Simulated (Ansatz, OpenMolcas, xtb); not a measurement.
AlH3O (SMILES [H][Al]([H])[OH]): the vertical energy of the triplet above the singlet, rung by rung

The species is AlH3O (5 atoms), meant as a singlet with charge 0. As SMILES, `[H][Al]([H])[OH]`. Geometry: a GFN2-xTB relaxation, a rough one for these elements and not checked as a minimum.

Quantity: the vertical energy of the triplet above the singlet, in eV. The values are calculated.

```
             level                    kind     program  value (eV)  less CCSDT/STO-3G  CPU time (all runs)
          GFN1-xTB          semi-empirical         xtb        6.72              -0.74            under 2 s
         HF/STO-3G            Hartree–Fock  OpenMolcas        7.19              -0.27                3.3 s
        PBE/STO-3G                     GGA  OpenMolcas        6.83              -0.63                 10 s
     r2SCAN/STO-3G                meta-GGA      Ansatz        7.02              -0.44                 10 s
     M06-2X/STO-3G         hybrid meta-GGA  OpenMolcas        7.50              +0.04                 14 s
      wB97X/STO-3G  range-separated hybrid      Ansatz        7.54              +0.08                 27 s
        MP2/STO-3G     perturbation theory      Ansatz        7.62              +0.16               0.81 s
CASPT2(2,2)/STO-3G          multireference  OpenMolcas        7.78              +0.32                2.8 s
    BCCD(T)/STO-3G   coupled cluster or CI      Ansatz        7.47              +0.01                1.4 s
      CCSDT/STO-3G   coupled cluster or CI      Ansatz        7.46               0.00                2.5 s
```

Differences are taken from CCSDT/STO-3G for orientation; it has basis-set and higher-order errors of its own. The values span 6.72 to 7.78 eV. The xTB rows lack spin polarisation, so open shells miss the exchange term that lowers them. A triplet this far above the singlet is often a Rydberg-like or dissociative state; sets without diffuse functions put Rydberg states too high. All rows use very small basis sets, so even the best lies far from the true value. CPU times are rough (shared hosts, several kinds of processor): they show what a rung costs within a factor of a few.

The singlet lies well below the triplet at every level, as expected for a closed-shell aluminium hydroxide with strong, polar bonds. The excitation probably moves an electron from an oxygen lone pair or an Al–H bonding orbital into the largely empty Al 3p orbital, which π donation from oxygen pushes up. A minimal basis has no Rydberg functions, so the state computed here is necessarily valence in character.

Hartree–Fock falls below the coupled-cluster values because it omits the correlation of the electron pair that the triplet breaks, while MP2 overshoots. The near agreement of BCCD(T) with CCSDT suggests that little depends on the orbital choice or on iterating the triples. Among the functionals, PBE and r2SCAN give smaller gaps than the two hybrids, consistent with semilocal exchange placing the occupied and empty levels too close together. GFN1-xTB is lowest even though its missing exchange term should raise the triplet, so other errors must outweigh that one. The vertical gap leaves open how far the triplet would relax.
